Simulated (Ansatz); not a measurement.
## Ga: pressure and energy change per atom as volume scale varies

Results calculated with Ansatz 0.2.0, not measured. Plane-wave DFT, scalar-relativistic PAW made under PBE with cores redone for the functional, no dispersion; the given relaxed cell is scaled uniformly, energy at zero smearing counts from the unscaled cell, pressure at the given Fermi-Dirac smearing is positive in compression.

The cell before it is scaled or strained (space group Cmce, No. 64):
```
Ga
1.0
      2.3108    -3.8729     0.0000
      2.3108     3.8729     0.0000
      0.0000     0.0000     4.5463
Ga
4
Direct
  0.84421 0.15579 0.08395
  0.65579 0.34421 0.58395
  0.15579 0.84421 0.91605
  0.34421 0.65579 0.41605
```

Settings of every row: spin polarised no; functional PBE; wave cutoff 420 eV; smearing width 0.1 eV; k mesh 11x11x9.

Atom starting moment: 0 on all atoms.

Limits: bonds stretch with the cell, so the curve is stiffer than the relaxed crystal.

| row | volume scale | V (Å³/atom) | pressure (GPa) | energy change per atom (meV) |
| --- | --- | --- | --- | --- |
| 1 | 0.88 | 17.902 | 8.67 | 56.86 |
| 2 | 0.92 | 18.716 | ? | ? |
| 3 | 0.96 | 19.53 | 2.16 | 4.92 |
| 4 | 1.04 | 21.157 | -1.78 | 5.07 |
| 5 | 1.08 | 21.971 | -3.11 | 17.88 |
| 6 | 1.12 | 22.785 | -4.13 | 36.68 |

Question: what pressure and energy change per atom should row 2 give?

Worked fit of pressure. Take u = (V_r/V)^(2/3) − 1 with V_r = 21.157 Å³ an atom, which is twice the finite (Eulerian) strain; such expansions in the strain, on which the Birch-Murnaghan equation of state is built, carry the rest volume and the bulk modulus. The shown rows have u = 0.11781, 0.05479, 0, -0.02485, -0.04822. Least squares give pressure = −1.81 + 59.534 × u + 248.87 × u² GPa; a straight line predicts inner rows, each left out in turn, worse (root mean square 0.84 against 0.065 GPa). The rows lie off it by 0.01, -0.04, 0.03, 0.03, -0.03. The pressure vanishes at u = 0.0273, or V = 20.32 Å³ an atom, and there the bulk modulus at fixed shape and fractions is B = −V dP/dV = (2/3)(1 + u) dP/du = 50.1 GPa. Letting shape and atoms relax would as a rule lower it, by much in layered, chain or molecular crystals. The withheld row has u = 0.08516, so the fit gives −1.81 + 59.534 × (0.08516) + 248.87 × (0.08516)² = 5.06 GPa.

The calculation gave 5 GPa. The fit lies 0.06 GPa (1.2 % of the value, 0.47 % of the column's range) above it; its largest miss of a shown row is 0.04 GPa.

Worked fit of energy change per atom. Take u = (V_r/V)^(2/3) − 1 with V_r = 21.157 Å³ an atom, which is twice the finite (Eulerian) strain; such expansions in the strain, on which the Birch-Murnaghan equation of state is built, carry the rest volume and the bulk modulus. The shown rows have u = 0.11781, 0.05479, 0, -0.02485, -0.04822. Least squares give energy change per atom = 4.582 − 350.8 × u + 6729.99 × u² meV; a straight line predicts inner rows, each left out in turn, worse (root mean square 23 against 1.1 meV). The rows lie off it by 0.20, -0.64, 0.49, 0.42, -0.47 (root mean square 0.47 meV). The withheld row has u = 0.08516, so the fit gives 4.582 − 350.8 × (0.08516) + 6729.99 × (0.08516)² = 23.52 meV.

The calculation gave 22.64 meV. The fit lies 0.88 meV (3.9 % of the value, 1.7 % of the column's range) above it; its largest miss of a shown row is 0.64 meV.
